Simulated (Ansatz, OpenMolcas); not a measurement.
# A ladder of methods for Si2H2OF2 (SMILES F[Si]1(F)O[SiH2]1)

Si2H2OF2 has 7 atoms, charge 0, and is taken as a singlet. SMILES: `F[Si]1(F)O[SiH2]1`. The coordinates come from a PBE0-D4/def2-TZVP relaxation.

Each level gives the vertical energy of the triplet above the singlet (eV). The values are calculated.

```json
{"level": "PBE/def2-SVP", "kind": "GGA", "program": "Ansatz", "value (eV)": "3.79", "less CCSD(T)/def2-SVP": "-0.49", "CPU time (all runs)": "20 s"}
{"level": "revPBE/def2-SVP", "kind": "GGA", "program": "OpenMolcas", "value (eV)": "3.78", "less CCSD(T)/def2-SVP": "-0.50", "CPU time (all runs)": "93 s"}
{"level": "TPSS/def2-SVP", "kind": "meta-GGA", "program": "OpenMolcas", "value (eV)": "3.88", "less CCSD(T)/def2-SVP": "-0.40", "CPU time (all runs)": "2.3 min"}
{"level": "B3LYP/def2-SVP", "kind": "global hybrid", "program": "Ansatz", "value (eV)": "4.04", "less CCSD(T)/def2-SVP": "-0.24", "CPU time (all runs)": "25 s"}
{"level": "B2PLYP/def2-SVP", "kind": "double hybrid", "program": "Ansatz", "value (eV)": "4.17", "less CCSD(T)/def2-SVP": "-0.11", "CPU time (all runs)": "33 s"}
{"level": "PBE-QIDH/def2-SVP", "kind": "double hybrid", "program": "Ansatz", "value (eV)": "4.18", "less CCSD(T)/def2-SVP": "-0.10", "CPU time (all runs)": "35 s"}
{"level": "CCSD(T)/def2-SVP, open shells restricted", "kind": "coupled cluster or CI", "program": "OpenMolcas", "value (eV)": "4.28", "less CCSD(T)/def2-SVP": "0.00", "CPU time (all runs)": "3.9 min"}
{"level": "CCSD(T)/def2-SVP", "kind": "coupled cluster or CI", "program": "Ansatz", "value (eV)": "4.27", "less CCSD(T)/def2-SVP": "-0.01", "CPU time (all runs)": "2.1 min"}
```

CCSD(T)/def2-SVP, open shells restricted is the highest level here, not the true value. The values span 3.78 to 4.28 eV. CPU times are rough (shared hosts, several kinds of processor and program).

The singlet lies well below the triplet at this geometry at every level, and all the density functionals place the triplet lower than coupled cluster does. The gap rises from about 3.8 eV with the two GGAs through TPSS and B3LYP to 4.18 eV with PBE-QIDH, but the two double hybrids are practically level. The excitation probably unpairs the electrons of the Si–Si bond, which is weaker than the Si–O and Si–F bonds and strained by the three-membered ring, and promotes one into a silicon-centred σ* orbital. The functionals probably differ in how they balance exchange and correlation when this pair is broken; exact exchange can't be the whole cause, since TPSS already lies above both GGAs without it. The near agreement of the two coupled-cluster values, 4.28 and 4.27 eV, suggests that the spin treatment of the open-shell reference matters little here. The gap says nothing direct about the energy of a relaxed triplet, in which the Si–Si bond could lengthen or open and lower the energy considerably.
